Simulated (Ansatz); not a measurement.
## CdAg: energy less free atoms and pressure against volume scale

Results calculated with Ansatz 0.2.0, not measured. Periodic Kohn-Sham DFT of a crystal at fixed atoms, scaled to volume_scale times the given cell; pressure positive in compression, energy less spherical unpolarised free atoms, largest_vzz the field gradient of largest size among the nuclei.

The cell before it is scaled or strained (space group Pm-3m, No. 221):
```
CdAg
1.0
      3.3300     0.0000     0.0000
      0.0000     3.3300     0.0000
      0.0000     0.0000     3.3300
Cd Ag
1 1
Direct
  0.50000 0.50000 0.50000
  0.00000 0.00000 0.00000
```

Settings of every row: method all-electron LAPW; functional PBEsol; relativity scalar; k mesh 12x12x12; filling fermi-dirac; smearing width 0.05 eV; basis error target 0.25 meV/atom; nucleus gaussian.

Atom start moment: 0 on all atoms.

| row | volume scale | V (Å³/atom) | energy less free atoms (eV/atom) | pressure (GPa) |
| --- | --- | --- | --- | --- |
| 1 | 0.94 | 17.355 | -2.3171 | 4.731 |
| 2 | 0.96 | 17.724 | -2.3251 | 2.299 |
| 3 | 0.98 | 18.094 | -2.3279 | 0.172 |
| 4 | 0.99 | 18.278 | -2.3275 | -0.789 |
| 5 | 1 | 18.463 | -2.3261 | -1.687 |
| 6 | 1.01 | 18.648 | -2.3237 | -2.526 |
| 7 | 1.02 | 18.832 | -2.3203 | -3.309 |
| 8 | 1.04 | 19.202 | ? | ? |
| 9 | 1.06 | 19.571 | -2.2987 | -5.949 |

Question: what energy less free atoms and pressure should row 8 give?

Worked fit of energy less free atoms. Take u = (V_r/V)^(2/3) − 1 with V_r = 18.37 Å³ an atom, which is twice the finite (Eulerian) strain; such expansions in the strain, on which the Birch-Murnaghan equation of state is built, carry the rest volume and the bulk modulus. The shown rows have u = 0.03862, 0.02415, 0.01014, 0.00335, -0.00336, -0.00996, -0.01642, -0.04134. Least squares give energy less free atoms = −2.32695 − 0.2129 × u + 11.759 × u² + 9.2 × u³ eV/atom; a parabola predicts inner rows, each left out in turn, worse (root mean square 0.00014 against 3e-05 eV/atom). All shown rows lie on it to the printed digit. Its lowest point lies at u = 0.0090, or V = 18.13 Å³ an atom, and the curvature there gives the bulk modulus at fixed shape and fractions, B = (4/9)(1 + u)² E″(u)/V = 96 GPa. The withheld row has u = -0.0291, so the fit gives −2.32695 − 0.2129 × (-0.0291) + 11.759 × (-0.0291)² + 9.2 × (-0.0291)³ = -2.3110 eV/atom.

The calculation gave -2.311 eV/atom. The fit meets it to the printed digit.

Worked fit of pressure. Take u = (V_r/V)^(2/3) − 1 with V_r = 18.37 Å³ an atom, which is twice the finite (Eulerian) strain; such expansions in the strain, on which the Birch-Murnaghan equation of state is built, carry the rest volume and the bulk modulus. The shown rows have u = 0.03862, 0.02415, 0.01014, 0.00335, -0.00336, -0.00996, -0.01642, -0.04134. Least squares give pressure = −1.2426 + 134.017 × u + 511.97 × u² + 585 × u³ GPa; a parabola predicts inner rows, each left out in turn, worse (root mean square 0.0092 against 0.0025 GPa). The rows lie off it by 0.001, -0.002, 0.002, -0.001, 0.000, 0.001, -0.001, 0.000. The pressure vanishes at u = 0.0090, or V = 18.13 Å³ an atom, and there the bulk modulus at fixed shape and fractions is B = −V dP/dV = (2/3)(1 + u) dP/du = 96.4 GPa. The withheld row has u = -0.0291, so the fit gives −1.2426 + 134.017 × (-0.0291) + 511.97 × (-0.0291)² + 585 × (-0.0291)³ = -4.723 GPa.

The calculation gave -4.721 GPa. The fit lies 0.002 GPa (0.019 % of the column's range) below it; its largest miss of a shown row is 0.002 GPa.
